**Question.** I need a resonator near 10 GHz made of alumina with enough TiO$_2$ to cancel the temperature drift. Data sheets give $\varepsilon$, $\tan\delta$ and $\tau_f$, and textbooks quote $f\propto 1/(a\sqrt\varepsilon)$, $Q_{\rm rad}\sim\varepsilon^{3/2}$ and $\tau_f=-(\tau_\varepsilon/2+\alpha_L)$. Where do these come from, and do they hold at the modest permittivity of such a ceramic?

**Answer.** The sphere can be solved exactly, so it gives the formulas together with their corrections. The corrections go as $\pi^2/\varepsilon$, which is not small for alumina.

## Premises and conventions

The sphere has radius $a$, sits in vacuum, and is homogeneous, isotropic and non-magnetic. Its relative permittivity $\varepsilon=n^2$ does not vary with frequency near the mode. Fields vary as $e^{-i\omega t}$, so a lossy dielectric has $\varepsilon(1+i\tan\delta)$. A decaying mode has $\omega=\omega'-i\omega''$, its energy falls as $e^{-2\omega''t}$, and $Q=\omega'/2\omega''$, $f=\omega'/2\pi$. I use $k_0=\omega/c$, $x=k_0a$, $y=nx=y'-iy''$. Temperature coefficients are logarithmic derivatives at zero stress: $\tau_f=d\ln f/dT$, $\tau_\varepsilon=d\ln\varepsilon/dT$, $\alpha_L=d\ln a/dT$.

## 1. The exact mode condition

Take a purely azimuthal field $E_\phi=u(r)\sin\theta/r$. It is divergence-free and tangential to the surface, so it puts no charge there. In $\nabla\times\nabla\times\mathbf E=k_0^2\varepsilon\mathbf E$ the angular part acting on $\sin\theta$ gives $-2/r^2$, and

$$u''+\left(k_0^2\varepsilon(r)-\frac{2}{r^2}\right)u=0 .\tag{1}$$

Faraday's law $\nabla\times\mathbf E=i\omega\mu_0\mathbf H$ gives $H_r\propto 2u\cos\theta/r^2$ and $H_\theta\propto -u'\sin\theta/r$. Continuity of $E_\phi$ and $H_\theta$ means that $u$ and $u'$ are continuous. Outside at $k_0r\ll1$ the decaying solution is $u\propto1/r$, so $H_r\propto\cos\theta/r^3$: a magnetic dipole.

With $s$ equal to the local wavenumber times $r$, the real solutions of (1) are, up to a factor,

$$U_\varphi(s)=\frac{\sin(s-\varphi)}{s}-\cos(s-\varphi),\qquad \frac{dU_\varphi}{ds}+\frac{U_\varphi}{s}=\sin(s-\varphi).$$

Inside, regularity at the origin selects $\varphi=0$ with $s=nk_0r$. Outside, the outgoing wave is $V(s)=e^{is}(1+i/s)$ with $s=k_0r$, for which $V'+V/s=ie^{is}$. Match $1+au'/u$ on the two sides:

$$\frac{y^2}{1-y\cot y}=\frac{x^2}{1-ix}.$$

Since $y^2=\varepsilon x^2$ and $\varepsilon x=ny$, this is

$$y\cot y=1-\varepsilon+iny .\tag{2}$$

The root depends on $\varepsilon$ alone, and $\omega=c\,y(\varepsilon)/(na)$.

## 2. Frequency and radiation Q

For $\varepsilon\to\infty$ the right side of (2) diverges, so the lowest oscillating root lies near the pole of the cotangent at $\pi$. Put $y=\pi+\eta$ and $\lambda=1/n$:

$$\tan\eta=-\frac{y\lambda^2}{1-iy\lambda-\lambda^2}=-\lambda^2\left[y+iy^2\lambda+(y-y^3)\lambda^2+i(2y^2-y^4)\lambda^3+\dots\right].\tag{3}$$

As $\eta=O(\lambda^2)$, $\tan\eta=\eta$ up to $O(\lambda^6)$. Write $\eta=\sum d_j\lambda^j$, insert $y=\pi+d_2\lambda^2+d_3\lambda^3$ on the right and collect powers:

- $d_2=-\pi$
- $d_3=-i\pi^2$
- $d_4=-(d_2+\pi-\pi^3)=\pi^3$
- $d_5=-[d_3+2i\pi d_2+i(2\pi^2-\pi^4)]=i(\pi^2+\pi^4)$

Hence

$$y'=\pi\left(1-\frac1\varepsilon+\frac{\pi^2}{\varepsilon^2}+\dots\right),\qquad y''=\frac{\pi^2}{\varepsilon^{3/2}}\left(1-\frac{1+\pi^2}{\varepsilon}+\dots\right),\tag{4}$$

$$Q_{\rm rad}=\frac{y'}{2y''}=\frac{\varepsilon^{3/2}}{2\pi}\left(1+\frac{\pi^2}{\varepsilon}+\dots\right).\tag{5}$$

The leading terms are the quoted results, $k_0a\sqrt\varepsilon=\pi(1-1/\varepsilon)$ and $Q_{\rm rad}=\varepsilon^{3/2}/2\pi$. The shift and the damping both come from $x^2/(1-ix)=x^2+ix^3-x^4+\dots$: the $x^2$ term is the reactive near field, the $ix^3$ term is radiation. The expansion parameter is $x^2\approx\pi^2/\varepsilon$, the electrical size of the sphere in vacuum.

For any $\varepsilon$ considered here the root follows by iterating (2) in the form $y\leftarrow\pi+\arctan\{1/[(1-\varepsilon)/y+in]\}$, which converges in a few steps.

## 3. The filling factor and $\tau_f$

Define

$$p_e\equiv-2\,\frac{\partial\ln f}{\partial\ln\varepsilon}\bigg|_a=1-\frac{2}{y'}\,{\rm Re}\left(\varepsilon\frac{dy}{d\varepsilon}\right).\tag{6}$$

Differentiate (2) with respect to $\varepsilon$:

$$\left[\cot y-y(1+\cot^2y)-in\right]\frac{dy}{d\varepsilon}=-1+\frac{iy}{2n}.$$

Substituting $\cot y=(1-\varepsilon)/y+in$ turns the bracket into $-(\varepsilon-1)(\varepsilon-y^2-2iny)/y=-(\varepsilon-1)\,\varepsilon\,(1-ix)^2/y$, so

$$\varepsilon\frac{dy}{d\varepsilon}=\frac{y\,(1-ix/2)}{(\varepsilon-1)(1-ix)^2},\qquad p_e=1-\frac2\varepsilon+O(\varepsilon^{-2}).\tag{7}$$

Temperature enters $f=c\,y'(\varepsilon)/(2\pi na)$ through $a$ and $\varepsilon$, and the chain rule gives

$$\tau_f=-\left(\tfrac12\,p_e\tau_\varepsilon+\alpha_L\right).\tag{8}$$

The familiar $\tau_f=-(\tau_\varepsilon/2+\alpha_L)$ is the limit $p_e\to1$, where $y'$ is constant and $f\propto1/(a\sqrt\varepsilon)$.

In a closed lossless cavity $p_e$ is an energy fraction. Equation (1) with $u=0$ at both ends is a symmetric eigenvalue problem for $k_0^2$ with weight $\varepsilon(r)$, and first-order perturbation gives $\delta k_0^2/k_0^2=-\int\delta\varepsilon\,u^2dr/\int\varepsilon u^2dr$. Scaling the permittivity of the sphere alone makes $p_e$ the share of $\int\varepsilon|E|^2dV$ inside it. For the open sphere that integral diverges, because the outgoing wave grows at complex $k_0$, while (6) stays well defined.

## 4. Dielectric loss

The eigenfrequency is analytic in $\varepsilon$. Let $D=\varepsilon\,\partial\omega/\partial\varepsilon$. The change $\delta\varepsilon=i\varepsilon\tan\delta$ gives $\delta\omega=iD\tan\delta$, that is $\delta\omega''=-{\rm Re}D\tan\delta$ and $\delta\omega'=-{\rm Im}D\tan\delta$. By (6), ${\rm Re}D=-p_e\omega'/2$, so

$$\delta\!\left(\frac1Q\right)=\left[p_e+\frac{2\omega''\,{\rm Im}D}{\omega'^2}\right]\tan\delta .\tag{9}$$

At leading order $\omega''\propto\varepsilon^{-2}$, so ${\rm Im}D=2\omega''$ and the second term is $1/Q_{\rm rad}^2$. Dropping it leaves $1/Q_d=p_e\tan\delta$, with the same $p_e$ that enters $\tau_f$.

## 5. A metal shield

Surround the sphere with a concentric metal wall at $r=b$ and let $X=k_0b$. For a perfect conductor $u(b)=0$, so $U_\varphi(X)=0$, $\tan(X-\varphi)=X$ and $\varphi=X-\arctan X$. Matching at $a$ as before, the outer side is $x^2/(1-x\cot\vartheta)$ and

$$y\cot y=1-\varepsilon+ny\cot\vartheta,\qquad\vartheta=x-X+\arctan X .\tag{10}$$

The $i$ of (2) has become the real number $\cot\vartheta$, so radiation is gone. The root depends on $\varepsilon$ and $b/a$, which makes $f$ homogeneous of degree $-1$ in $(a,b)$. With $s_b=-\partial\ln f/\partial\ln b$ and wall expansion $\alpha_w$,

$$\tau_f=-\left[\tfrac12p_e\tau_\varepsilon+(1-s_b)\alpha_L+s_b\alpha_w\right].\tag{11}$$

In a non-magnetic metal of conductivity $\sigma\gg\omega\varepsilon_0$ the squared wavenumber is $i\omega\mu_0\sigma$, so $u\propto e^{-(1-i)(r-b)/\delta_s}$ with $\delta_s=\sqrt{2/\omega\mu_0\sigma}\ll b$. Continuity of $u$ and $u'$ gives $u(b)=-\tfrac12(1+i)\delta_s\,u'(b)$. A perfect wall at $b+d$ gives $u(b)=-d\,u'(b)$ to first order, so the metal acts as a perfect wall displaced by $d=(1+i)\delta_s/2$. Then $\delta\omega=-s_b\omega d/b$ and, with $R_s=1/\sigma\delta_s=\omega\mu_0\delta_s/2$,

$$\frac1{Q_c}=\frac{s_b\delta_s}{b}=\frac{R_s}{G},\qquad G=\frac{\omega\mu_0b}{2s_b}.\tag{12}$$

For a general shape, $Q_c$ is $\omega$ times the stored energy $\tfrac12\mu_0\int|H|^2dV$ over the wall loss $\tfrac12R_s\oint|H_t|^2dS$, so $G=\omega\mu_0\int|H|^2dV/\oint|H_t|^2dS$.

Independent small perturbations add in $\omega''$ at first order, which gives

$$\frac1{Q_u}=p_e\tan\delta+\frac{R_s}{G}+\frac1{Q_{\rm rad}} .\tag{13}$$

All three quantities $p_e$, $G$, $Q_{\rm rad}$ belong to the actual structure. The free sphere has no $R_s/G$, the closed shield has no $1/Q_{\rm rad}$, and a partly open housing has a $Q_{\rm rad}$ that is not (5).

## 6. Two phases

For grains much smaller than the internal wavelength the ceramic has an effective $\varepsilon(\varepsilon_1,\varepsilon_2)$ fixed by $\nabla\cdot(\varepsilon\nabla\Phi)=0$. Multiplying both permittivities by one factor leaves $\Phi$ unchanged, so $\varepsilon$ is homogeneous of degree one, and the weights $w_i=\partial\ln\varepsilon/\partial\ln\varepsilon_i$ obey $w_1+w_2=1$. At fixed microstructure the chain rule, applied to a temperature step and to the imaginary steps $i\varepsilon_i\tan\delta_i$, gives

$$\tau_\varepsilon=w_1\tau_1+w_2\tau_2,\qquad\tan\delta=w_1\tan\delta_1+w_2\tan\delta_2 .$$

Setting (8) to zero fixes the weight,

$$w_2=\frac{\tau_1+2\alpha_L/p_e}{\tau_1-\tau_2},\tag{14}$$

and with it the loss tangent. The microstructure enters these two only weakly, through $p_e$ and $\alpha_L$. It matters strongly in converting $w_2$ to a volume fraction $v$. The empirical logarithmic rule $\ln\varepsilon=(1-v)\ln\varepsilon_1+v\ln\varepsilon_2$ has $w_2=v$. The Maxwell Garnett rule for isolated spheres, $(\varepsilon-\varepsilon_1)/(\varepsilon+2\varepsilon_1)=v\beta$ with $\beta=(\kappa-1)/(\kappa+2)$ and $\kappa=\varepsilon_2/\varepsilon_1$, has on differentiation

$$w_2=\frac{3v}{(1+2v\beta)(1-v\beta)}\,\frac{3\kappa}{(\kappa+2)^2}.$$

## 7. Range of validity

The table compares (4), (5) and (7) with the root of (2).

| $\varepsilon$ | $\pi^2/\varepsilon$ | $y'$ to $1/\varepsilon$ | to $1/\varepsilon^2$ | exact | $Q_{\rm rad}$ leading | with correction | exact | $1-2/\varepsilon$ | $p_e$ exact |
|---|---|---|---|---|---|---|---|---|---|
| 100 | 0.099 | 3.110 | 3.113 | 3.113 | 159 | 175 | 174 | 0.980 | 0.983 |
| 13 | 0.76 | 2.900 | 3.083 | 2.997 | 7.46 | 13.1 | 12.3 | 0.846 | 0.939 |

The leading forms need $\varepsilon\gg\pi^2$. At $\varepsilon=100$ the leading $Q_{\rm rad}$ is 9 % low. At $\varepsilon=13$ it is 39 % low, the frequency from $\pi(1-1/\varepsilon)$ is 3 % low, and the $1/\varepsilon^2$ term overshoots by a similar amount, so (2) has to be solved numerically. Equations (2) and (6) to (8) are exact within the premises. Equation (13) needs $\tan\delta\ll1$, $\delta_s\ll b$ and $Q_{\rm rad}^2\gg1$; the dropped term of (9) is $0.005\tan\delta$ at $\varepsilon=13$. Cylindrical pucks share (8), (11) and (13), which rest on scaling and analyticity, but have their own $y$, $p_e$ and $G$, and one sensitivity for each wall dimension.

## 8. Alumina compensated with rutile at 10 GHz

The inputs are typical room-temperature values for dense ceramics.

| phase | $\varepsilon$ | $\tau_\varepsilon$ (ppm/K) | $\alpha_L$ (ppm/K) | $\tan\delta$ at 10 GHz |
|---|---|---|---|---|
| 1, Al$_2$O$_3$ | 9.8 | +110 | 6 | $3\times10^{-5}$ |
| 2, TiO$_2$ | 100 | −900 | 8 | $2.5\times10^{-4}$ |

With $p_e=1$ they correspond to $\tau_f=-61$ and $+442$ ppm/K. Rutile grains are anisotropic: the compiled static value along $c$ is 170 (Crystal data cards), and the isotropic 100 stands for an orientation average.

**Composition.** Use the logarithmic rule, a volume-weighted $\alpha_L$, and a third figure for the arithmetic only. The self-consistent solution is $v=w_2=0.122$. It gives $\varepsilon=13.0$, $\alpha_L=6.2$ ppm/K and $p_e=0.939$, so the target is $\tau_\varepsilon=-2(6.2)/0.939=-13.2$ ppm/K, and (14) returns $(110+13.2)/1010=0.122$. The textbook form with $p_e=1$ gives 0.121 and leaves $\tau_f=-(1-p_e)\alpha_L=-0.4$ ppm/K. Near compensation $\tau_\varepsilon$ is small, so $p_e$ matters little. Composition matters far more: $\tau_f$ moves by 4.7 ppm/K for each 0.01 in $w_2$.

The compiled rutile lattice constants $a=4.59308$ Å and $c=2.95889$ Å (Burdett 1987), with two formula units per cell, give 18.80 cm$^3$/mol. Alumina, with 101.96 g/mol and a typical 3.99 g/cm$^3$, has 25.6 cm$^3$/mol. The mole fraction of TiO$_2$ is then 0.16. Maxwell Garnett, where the field is screened out of the rutile spheres, needs $v=0.22$ for the same $w_2$ and gives $\varepsilon=15.6$. Real ceramics reach zero $\tau_f$ with less rutile than either rule predicts: the logarithmic rule overshoots by tens of per cent and Maxwell Garnett by a large factor.

**Neglected terms.** Two effects of the expansion mismatch $\Delta\alpha=2$ ppm/K rival the corrections above. If the phases expanded freely, $v$ would drift at $3v(1-v)\Delta\alpha$, adding $\ln(\varepsilon_2/\varepsilon_1)$ times this, 1.5 ppm/K, to $\tau_\varepsilon$ and $-0.7$ ppm/K to $\tau_f$; clamping reduces this. Clamping also stresses the grains. Equating the radial strain $\alpha_2\Delta T-P/3K_2$ of a spherical grain to the strain $\alpha_1\Delta T+P/4\mu_1$ of its hole in an infinite matrix gives $dP/dT=\Delta\alpha/(1/3K_2+1/4\mu_1)$. The compiled constants $C_{11}=268$, $C_{12}=175$, $C_{13}=147$, $C_{33}=484$ GPa (Elasticity of TiO2 rutile to 1800 K) give the uniform-strain bulk modulus $K_2=(2C_{11}+C_{33}+2C_{12}+4C_{13})/9=218$ GPa. With a typical shear modulus $\mu_1=160$ GPa for alumina, $dP/dT=0.65$ MPa/K. An approximate $\partial\ln\varepsilon_2/\partial P=-0.07$ GPa$^{-1}$ then shifts $\tau_2$ by $-45$ ppm/K and $\tau_f$ by $+2.6$ ppm/K, which lowers the rutile needed. The weight is therefore $w_2\approx0.12$ and no better. Pores or a reaction phase such as Al$_2$TiO$_5$ would add a third weight.

**Free sphere.** At $\varepsilon=13$, $y=2.997-0.122\,i$, so $a=cy'/(2\pi fn)=3.97$ mm, against 3.84 mm from the leading formula. The loss tangent is $0.878(3\times10^{-5})+0.122(2.5\times10^{-4})=5.7\times10^{-5}$, a value without grain-boundary or impurity loss, and $Q_d=1.9\times10^4$. Radiation dominates and $Q_u=12.3$: the bare sphere is an antenna.

**Copper shield with $b=2a$.** The root of (10) is $y=3.200$, and its logarithmic derivatives are $p_e=0.956$ and $s_b=0.167$. For 10 GHz, $a=4.23$ mm and $b=8.47$ mm. A typical resistivity of $1.7\times10^{-8}\ \Omega$ m gives $\delta_s=0.66\ \mu$m and $R_s=26$ m$\Omega$, and (12) gives $G=2.0$ k$\Omega$ and $Q_c=7.7\times10^4$ for a smooth wall. From (13), $1/Q_u=0.956(5.7\times10^{-5})+1/(7.7\times10^4)$, so $Q_u=1.5\times10^4$, limited mainly by the dielectric. With a typical $\alpha_w=17$ ppm/K, (11) gives

$$\tau_f=-\left[\tfrac12(0.956)(-13.2)+(0.833)(6.2)+(0.167)(17)\right]=-1.7\ \text{ppm/K}.$$

A ceramic compensated as a free sphere drifts once it sits in this can, so zero $\tau_f$ is a property of ceramic and housing together.